\section*{Which coordinates need phonons: ZSISA, v-ZSISA or full minimisation}

The quasi-harmonic structure at temperature $T$ minimises $F=E+F_{\rm vib}$, the static energy plus the harmonic phonon free energy, over every coordinate that the space group leaves free. We work per cell at zero pressure (otherwise replace $E$ by $E+PV$). Monoclinic ZrO$_2$ ($P2_1/c$, 12 atoms, 36 phonon branches) has four free strains ($a,b,c,\beta$). Its three inequivalent atoms (Zr, O1, O2) sit on general positions, which gives 9 internal coordinates and 13 coordinates in all. $E$ is cheap and $F_{\rm vib}$ costs a phonon calculation per geometry, so we must choose the dimension $d$ of the subspace on which $F_{\rm vib}$ is sampled:
\begin{itemize}
\item full minimisation, $d=13$;
\item ZSISA, the zero static internal stress approximation (Allan, Barron and Bruno, 1996), $d=4$: at each strain the atoms sit at the minimum of $E$;
\item v-ZSISA, $d=1$: at each volume both cell shape and atoms sit at the minimum of $E$.
\end{itemize}
``Exact'' means the full quasi-harmonic minimum on the same energy surface. Explicit phonon--phonon anharmonicity and the choice of functional lie outside the comparison.

\subsection*{Error order}

Let $e$ be the strains, $u$ the internal coordinates, and count $F_{\rm vib}=O(\lambda)$ (classically $\lambda\propto T$). Define $u_0(e)$ by $\partial E/\partial u=0$ and put $w=u-u_0(e)$. At $w=0$ let $K=\partial^2E/\partial u^2$, positive definite on the symmetric subspace, and $f=-\partial F_{\rm vib}/\partial u=O(\lambda)$. With $F_Z(e)=F(e,u_0(e))$,
\begin{equation}
F(e,u_0+w)=F_Z(e)-f\cdot w+\tfrac12\,w\cdot Kw+O(w^3,\lambda w^2).
\end{equation}
The static term linear in $w$ vanishes by construction. Minimising over $w$ gives $w=K^{-1}f+O(\lambda^2)$ and
\begin{equation}
F_Z(e)-\min_u F(e,u)=D(e)+O(\lambda^3),\qquad D=\tfrac12\,f\cdot K^{-1}f\ge0 .
\label{eq:D}
\end{equation}
The exact strain obeys $\nabla F_Z=\nabla D$ and the ZSISA strain obeys $\nabla F_Z=0$. The Hessian of $F_Z$ is $\mathsf C+O(\lambda)$, where $\mathsf C$ is the relaxed-ion elastic matrix times the cell volume $\Omega$. Hence
\begin{equation}
e_Z-e=-\mathsf C^{-1}\nabla_eD+O(\lambda^3)=O(\lambda^2).
\label{eq:de}
\end{equation}
The thermal strain is $O(\lambda)$, so ZSISA has it right to first order. The atoms follow $u_0(e)$ but lose $w$, which is of first order. For v-ZSISA, repeat the argument with the volume as the only outer variable and the three shape strains moved into $u$. The volume then has an $O(\lambda^2)$ error, while the shape loses the first-order response to the volume-conserving part of the vibrational stress. Cubic symmetry forces that part to zero, monoclinic symmetry does not.

A second error comes from representing $F_{\rm vib}$ by a polynomial of degree $p$ about the static minimum. The displacement $\delta$ is $O(\lambda)$ and the neglected gradient is $O(\lambda\delta^p)$, so the structure has an error $O(\lambda^{p+1})$. Raising $p$ removes this part and leaves the floor of the subspace: none for full minimisation, $O(\lambda^2)$ in strain for ZSISA, $O(\lambda)$ in shape for v-ZSISA.

\subsection*{Work and memory}

All sampled geometries keep $P2_1/c$, so each phonon calculation costs the same work $W$. With finite displacements, three atoms without site symmetry times three directions times two signs give 18 supercell runs. For a supercell of $m$ cells, cubic scaling per $k$-point and $m$ times fewer $k$-points give $m^2$ unit-cell runs each ($k$-point symmetry ignored). With an assumed $m=8$ (96 atoms), $m^2=64$ and $W=1152$ unit-cell runs. A relaxation of an assumed 30 steps costs $0.026\,W$. One is needed per geometry and one per temperature (minimising $E$ plus the polynomial), and 20 temperatures add $0.52\,W$. The number $N$ of phonon calculations is therefore the cost:
\begin{equation}
N_{1}=2d,\qquad N_{\star}=2d+1,\qquad N_{p}=\binom{d+p}{p}\quad(p\ge2).
\end{equation}
$N_1$ is the gradient by central differences. The star stencil adds the centre and yields the diagonal of the Hessian. Its missing mixed derivatives leave an $O(\lambda^2)$ error. One more point per pair of axes completes $p=2$, since $1+2d+d(d-1)/2=\binom{d+2}{2}$. For $p\geq2$, $N_p$ is the number of coefficients and grows as $d^p/p!$ at large $d$. A tensor grid of three points per axis needs $3^d$, that is 81 for ZSISA and $1.6\times10^6$ for the full space.

Peak memory is that of one supercell run (bands times plane waves, 64 times the unit cell per $k$-point) and is the same for all choices. Stored data grow as $N$. A force-constant array holds $36\times288=10368$ numbers, 83~kB at 8 bytes each, and 560 arrays take 46~MB. Memory does not decide the choice.

\subsection*{A solvable model}

Keep the volume strain $v$, the strain $s$ of the $b$ axis (with $\epsilon_a=\epsilon_c=(v-s)/2$ and $\beta$ fixed) and one internal displacement. In relaxed coordinates $t=s-rv$ and $w=u-u_0(v,s)$, where $s=rv$ is the static path under hydrostatic load, a quadratic static energy is diagonal. Let all $n=36$ branches share $\omega^2=\omega_0^2(1-2y)$, with $y$ linear in the coordinates, and treat them classically, $F_{\rm vib}=k_BT\sum\ln\omega+{}$const. With $\tau=nk_BT$,
\begin{equation}
F=\tfrac12\Omega Bv^2+\tfrac12\Omega Ct^2+\tfrac12kw^2+\tfrac{\tau}{2}\ln(1-2y),\qquad y=\Gamma_vv+\Gamma_st+\Gamma_uw .
\end{equation}
Each $\Gamma=-\partial\ln\omega/\partial x$ is a Gr\"uneisen parameter at the static minimum. Stationarity gives
\begin{equation}
(v,t,w)=A\,(v_1,t_1,w_1),\qquad (v_1,t_1,w_1)=\tau\left(\frac{\Gamma_v}{\Omega B},\frac{\Gamma_s}{\Omega C},\frac{\Gamma_u}{k}\right),\qquad A=\frac1{1-2y}.
\end{equation}
Insert this into $y$: $y=\sigma A$ with $\sigma=\sigma_v+\sigma_s+\sigma_u$, $\sigma_v=\Gamma_vv_1$, $\sigma_s=\Gamma_st_1$, $\sigma_u=\Gamma_uw_1$. Then $A(1-2\sigma A)=1$, and the root connected to $A=1$ is, for $8\sigma<1$,
\begin{equation}
A_\infty(\sigma)=\frac{2}{1+\sqrt{1-8\sigma}}=1+2\sigma+8\sigma^2+40\sigma^3+\dots,\qquad F_{\min}=\frac\tau2\left(\sigma A_\infty^2-\ln A_\infty\right).
\end{equation}
ZSISA sets $w=0$ and uses $\sigma_Z=\sigma_v+\sigma_s$. v-ZSISA sets $t=w=0$ and uses $\sigma_v$. Truncating the logarithm at degree $p$ replaces $1/(1-2y)$ by $1+2y+\dots+(2y)^{p-1}$:
\begin{equation}
A_1=1,\qquad A_2=\frac1{1-2\sigma},\qquad A_3=\frac{2}{1-2\sigma+\sqrt{(1-2\sigma)^2-16\sigma^2}} .
\end{equation}
These first depart from $A_\infty$ by $-2\sigma$, $-4\sigma^2$ and $-8\sigma^3$, as the order count requires. The star, laid along the relaxed axes, amplifies each coordinate by its own factor $1/(1-2\sigma_i)$. The ZSISA floor is a relative strain error $-2\sigma_u$ at leading order. Equation~(\ref{eq:de}) gives the same: at $w=0$, $f=\tau\Gamma_u/(1-2y)$, so $D=\tfrac12\tau\sigma_u(1-2y)^{-2}$ and $\partial_vD\approx2\tau\sigma_u\Gamma_v$, which divided by $\Omega B$ is $2\sigma_uv_1$.

\paragraph{Inputs.} Typical for monoclinic ZrO$_2$: $\Omega=1.41\times10^{-28}$~m$^3$ and $B=190$~GPa. Assumed: $C=300$~GPa, $r=0.15$ (a stiff $b$ axis, isotropy would give $1/3$), $k=100$~N/m, $\Gamma_u=1.0\times10^{9}$~m$^{-1}$, $\Gamma_v=1.2$, $\Gamma_s=-0.15$. Here $u$ is the norm of a collective displacement that stands in for all nine internal coordinates.

At $T=1000$~K, $\tau=4.970\times10^{-19}$~J and
\begin{equation}
v_1=0.02226,\quad t_1=-0.001763,\quad s_1=rv_1+t_1=0.001577,\quad w_1=4.970~\text{pm},
\end{equation}
\begin{equation}
\sigma_v=0.02672,\quad\sigma_s=0.000264,\quad\sigma_u=0.00497,\quad\sigma_Z=0.02698,\quad\sigma=0.03195 .
\end{equation}
The exact answer is $A_\infty=1.0737$, $v=0.02390$, $s=0.001693$, $w=5.336$~pm. The ZSISA minimum of $F$ lies $1.41\times10^{-21}$~J per cell above the exact one. Equation~(\ref{eq:D}) at the static minimum gives $\tfrac12\tau\sigma_u=1.24\times10^{-21}$~J, and the rest is the growth of $f^2$ by $(1-2y)^{-2}$. The ZSISA strains are off by $-1.21\,\%$, against $-2\sigma_u=-0.99\,\%$ at leading order.

\subsection*{Cost against deviation}

The table pairs the counts for the real cell ($d=1,4,13$) with the model's errors at 1000~K (method minus exact), using exact Taylor coefficients. Rows with $p=\infty$ are floors.

\begin{center}
\begin{tabular}{llrrrr}
\hline
method & $p$ & $N$ & $10^4\Delta v$ & $10^4\Delta s$ & $\Delta w$ (pm)\\
\hline
v-ZSISA & 1 & 2 & $-16.40$ & $16.46$ & $-5.34$\\
v-ZSISA & 2 & 3 & $-3.83$ & $18.35$ & $-5.34$\\
v-ZSISA & 3 & 4 & $-3.08$ & $18.46$ & $-5.34$\\
v-ZSISA & $\infty$ & -- & $-3.03$ & $18.47$ & $-5.34$\\
ZSISA & 1 & 8 & $-16.40$ & $-1.16$ & $-5.34$\\
ZSISA & star & 9 & $-3.83$ & $0.71$ & $-5.34$\\
ZSISA & 2 & 15 & $-3.70$ & $-0.26$ & $-5.34$\\
ZSISA & 3 & 35 & $-2.93$ & $-0.21$ & $-5.34$\\
ZSISA & $\infty$ & -- & $-2.88$ & $-0.20$ & $-5.34$\\
full & 1 & 26 & $-16.40$ & $-1.16$ & $-0.37$\\
full & star & 27 & $-3.83$ & $0.71$ & $-0.32$\\
full & 2 & 105 & $-1.20$ & $-0.085$ & $-0.027$\\
full & 3 & 560 & $-0.083$ & $-0.0059$ & $-0.0019$\\
\hline
\end{tabular}
\end{center}

At $p=1$ all three methods give the same volume, and ZSISA gives the same strains as full minimisation. This is the first-order theorem in numbers. v-ZSISA converges to a $b$-axis strain 2.1 times the exact one, and more volumes do not help.

Halving $T$ tests the orders. At 500~K the v-ZSISA floor is $10^4\Delta s=9.01$, the ZSISA floor is $10^4\Delta v=-0.627$, and full $p=2$ has $10^4\Delta v=-0.130$. The errors fall by 2.0, 4.6 and 9.3, and these ratios tend to 2, 4 and 8 as $\lambda\to0$.

\subsection*{What the table leaves out}

\begin{itemize}
\item \emph{Strain dependence of $K$.} A quadratic $E$ keeps $K$ constant, but $\nabla D$ also contains $\partial K/\partial e$. If $k\to k(1-2\gamma_Kv)$, then $D$ gains the slope $\gamma_K\tau\sigma_u$. For an assumed $\gamma_K=\Gamma_v$ this adds $-\sigma_uv_1=-1.1\times10^{-4}$ to $\Delta v$, half of the retained leading term $-2\sigma_uv_1=-2.2\times10^{-4}$. It affects the rows that drop $w$, so read those floors as sizes good to a factor of about 1.5.
\item \emph{Equation of state.} With a typical $B'=4$ the curvature $\partial^2E/\partial v^2$ falls by $(B'+1)v=12\,\%$. A real calculation keeps this in every method, since $E$ is not truncated. It would raise the volume errors by a fraction of that order.
\item \emph{Quantum statistics.} The thermal force per mode is multiplied by $1+x^2/12$, $x=\hbar\omega/k_BT$. For a typical mean wavenumber of $4\times10^4$~m$^{-1}$ (400~cm$^{-1}$) this is $2.8\,\%$ at 1000~K, for all rows alike.
\item \emph{Step size.} A step with $y_h=\Gamma h$ changes the central gradient by the fraction $\tfrac43y_h^2$. For $h=0.01$ in $v$, $y_h=0.012$, the fraction is $1.9\times10^{-4}$, or $0.04$ in the units of the $\Delta v$ column. The one-point mixed derivative is off by $4y_h$ at leading order when both steps have this $y_h$, $5\,\%$ in all, or about $0.11$ in those units for the $v$--$w$ pair. Numerical noise in the frequencies limits how small $h$ can be and is not modelled.
\item \emph{One direction.} All modes soften along a single $y$, and $\sigma_v$ dominates. This is why the star is nearly as good as $p=2$ within ZSISA. The real cell has two more shape coordinates, $a/c$ and $\beta$, which v-ZSISA also misses at first order and which add to $\sigma_s$.
\end{itemize}

\subsection*{Choices}

Cheapest row of the table for a stated accuracy at 1000~K:
\begin{center}
\begin{tabular}{lll}
\hline
target & choice & $N$\\
\hline
$v$ within $10^{-3}$ & v-ZSISA, $p=2$ & 3\\
$v,s$ within $10^{-3}$ & ZSISA, star & 9\\
the same, and $w$ within 0.5 pm & full, star & 27\\
$v,s$ within $2\times10^{-4}$ & full, $p=2$ & 105\\
$v,s$ within $2\times10^{-5}$ & full, $p=3$ & 560\\
\hline
\end{tabular}
\end{center}
The fourth target lies below the ZSISA floor, so no number of ZSISA points reaches it. The omitted $\partial K/\partial v$ term raises that floor, and neither it nor the step terms move any pick across its threshold.

Best row inside a budget of phonon calculations:
\begin{itemize}
\item 5: v-ZSISA with $p=3$. Report the volume and no axis ratios.
\item 10: the ZSISA star. One point more than $p=1$ cuts the volume error by a factor 4.3.
\item 20: ZSISA with $p=2$. The volume barely improves on the star, the $b$ axis improves by a factor 2.7.
\item 40: ZSISA with $p=3$ if only the cell is wanted, the full star if atomic positions matter, as for bond lengths or Raman shifts.
\item 150: full minimisation with $p=2$.
\end{itemize}
In practice, start from the nine-point star. Its centre also allows a test of the floor: 18 further calculations along the internal axes give $f$, hence $w=K^{-1}f$ and $D$. In the model $D=\tfrac12\tau\sigma_u$, so $4D/(nk_BT)$ estimates the relative strain error of ZSISA and tells whether the step to 105 is worth its cost.

All errors above are the model's, not those of zirconia. $\Gamma_v$, $r$ and $\Gamma_s$ were chosen so that the first-order coefficients $v_1/T=2.23\times10^{-5}$~K$^{-1}$ and $s_1/T=1.58\times10^{-6}$~K$^{-1}$ reproduce the typical behaviour of the monoclinic phase (volume expansion a little above $2\times10^{-5}$~K$^{-1}$, a nearly rigid $b$ axis), so they test nothing. The v-ZSISA shape error is essentially $-t_1$ and rests on how $s_1$ was split between $rv_1$ and $t_1$. The ZSISA floor scales as $\Gamma_u^2/k$, which was assumed and has to be computed for each crystal. The orders in $\lambda$ and the counts $N$ do not depend on these inputs and carry over to isostructural monoclinic HfO$_2$.